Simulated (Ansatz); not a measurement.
The calculation used Ansatz 0.2.0, DFT PBE, scalar-relativistic, plane waves, PAW. Settings: cutoff 420 eV, Γ-centred meshes spaced at most about 0.3 Å⁻¹, and about 0.25 Å⁻¹ or finer for metals (2π included), Gaussian smearing. No spin polarisation in the final relaxations.

These are static total energies at zero pressure.

Compare these two cells of Si₅Mo, each relaxed at this level.

A.

```
CELL_PARAMETERS angstrom
6.18574 0.00000 0.00000
0.00000 6.18574 0.00000
0.00000 0.00000 2.97684
ATOMIC_POSITIONS crystal
Si 0.27234 0.27234 0.00000
Si 0.72766 0.72766 0.00000
Si 0.72766 0.27234 0.00000
Si 0.27234 0.72766 0.00000
Si 0.00000 0.00000 0.00000
Mo 0.50000 0.50000 0.50000
```

B.

```
CELL_PARAMETERS angstrom
4.73574 0.00000 0.00000
-2.36787 4.10127 0.00000
0.00000 0.00000 4.63191
ATOMIC_POSITIONS crystal
Si 0.50000 0.00000 0.50000
Si 0.50000 0.50000 0.50000
Si 0.00000 0.50000 0.50000
Si 0.33333 0.66667 0.00000
Si 0.66667 0.33333 0.00000
Mo 0.00000 0.00000 0.00000
```

Task: Which is lower in energy, and by how much?

Result: A is lower, by 196 meV/atom. A has space group P4/mmm (No. 123), 19.0 Å³/atom and no gap on its mesh; B has space group P6/mmm (No. 191), 15.0 Å³/atom and no gap. Counting Si atoms around Mo (those within 1.25 times the shortest such distance or 1.15 times the sum of covalent radii; a plus sign parts nearer from farther groups), A has Mo 8 and B has Mo 6+12. A holds Si–Si units of three or more atoms (shortest 2.38 Å); B holds Si–Si nets (shortest 2.37 Å). The lower one is the more open, so pressure narrows the difference. Even the lower one lies +0.43 eV/atom against the reference forms of the elements (uncorrected), so neither is stable at this level. In A, Si on a site of symmetry m2m has 1 Si at 2.38 Å and 2 Mo at 2.49 Å; Si on a site of symmetry 4/mmm is surrounded by 4 Si at 2.38 Å and 2 Si at 2.98 Å; Mo is surrounded by 8 Si at 2.49 Å and 2 Mo at 2.98 Å. In B, around Si on a site of symmetry mmm lie 4 Si at 2.37 Å and 4 Si at 2.69 Å; Si on a site of symmetry -6m2 has 9 Si at 2.69–2.73 Å and 3 Mo at 2.73 Å; Mo is surrounded by 6 Si at 2.73 Å and 12 Si at 3.31 Å. Both come from invented guesses. A third cell relaxed alike, in P-6m2, lies 97 meV/atom below the lower of the two.

A magnetic state wasn't ruled out in cells without spin, among them P4/mmm. Cells relaxed within their symmetry can be saddle points.

The 196 meV/atom preference for A probably reflects how well each framework suits Mo. In A, eight Si atoms at 2.49 Å allow strong mixing of Mo 4d with Si 3p states. In B, which has the CaCu₅ arrangement, Mo occupies a cage better suited to a larger, more electropositive atom: its nearest Si lie at 2.73 Å, and the twelve at 3.31 Å can contribute little bonding. B's denser packing therefore brings more neighbours but not stronger bonds, and although its kagome net keeps short Si–Si contacts, the other Si atoms have only stretched ones.

A is itself a poor compromise, since its central Si has four short bonds in a plane rather than the tetrahedral arrangement that sp³ bonding favours. The P-6m2 cell shows that neither framework is the best at this composition, yet it too remains above the elements. This fits the known Mo–Si system, where MoSi₂ is the most silicon-rich established compound; against MoSi₂ and silicon, all three cells would be still less favourable.
